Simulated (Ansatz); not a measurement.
Ligand exchange: C2H5ClSn + C2H6CdO → C2H6OSn + C2H5CdCl

Gas-phase species: C2H5ClSn `C[CH2][Sn][Cl]`, singlet; C2H6CdO `C[CH2][Cd][OH]`, singlet; C2H6OSn `C[CH2][Sn][OH]`, singlet; C2H5CdCl `C[CH2][Cd][Cl]`, singlet. The partners trade Cl for OH: Sn–Cl and Cd–OH bonds give way to Sn–OH and Cd–Cl.

Shapes, held fixed at every level: PBE0-D4/def2-TZVP. Flexible molecules stand in one conformer, not always the lowest. Programs: Ansatz 0.2.0. The zero-point and thermal change to 298 K, harmonic and unscaled (PBE0-D4/def2-TZVP), is +0.5 kJ/mol.

```
                level                    kind  ΔH(298 K) (kJ/mol)  less CCSD(T)/def2-TZVPP
  BHLYP-D4/def2-TZVPP           global hybrid               -50.4                     -2.0
   PBE0-D4/def2-TZVPP           global hybrid               -47.6                     +0.8
r2SCAN0-D4/def2-TZVPP           global hybrid               -51.0                     -2.6
   wB97M-V/def2-TZVPP  range-separated hybrid               -50.8                     -2.4
   wB97X-V/def2-TZVPP  range-separated hybrid               -50.5                     -2.1
    B2PLYP/def2-TZVPP           double hybrid               -47.4                     +1.0
       MP2/def2-TZVPP     perturbation theory               -45.2                     +3.2
   CCSD(T)/def2-TZVPP   coupled cluster or CI               -48.4                      0.0
```

The highest level, CCSD(T)/def2-TZVPP, gives ΔH(298 K) = -48.4 kJ/mol; the levels span -51.0 to -45.2. The column of differences is taken from that level and isn't an error. No measured value is set beside it here. For atoms past krypton def2 sets carry core potentials with scalar relativity. Outer-core shells of Cd, Sn are correlated, in sets that cover them unevenly.

The exchange is clearly exothermic at every level, -48.4 kJ/mol with CCSD(T), so hydroxide favours tin and chloride favours cadmium in these molecules. The zero-point and thermal change is only +0.5 kJ/mol, which makes the preference essentially electronic.

It fits the oxophilicity of Sn(II) and the softer character of Cd(II). The singlet stannylene has a formally empty 5p orbital that can accept π density from a ligand lone pair, and oxygen is usually a better π donor to it than chlorine. Cadmium, with a filled 4d shell and high-lying 5p orbitals, gains less from such donation. This probably reinforces the strongly polar Sn–O bond.

Because the reaction conserves the number and broad type of bonds, much of the error in each method should cancel. MP2 departs most from CCSD(T), by +3.2 kJ/mol, too little to affect the direction of exchange. The enthalpy fixes only the relative preference of the two metals for the two ligands, not the strength of any single bond.
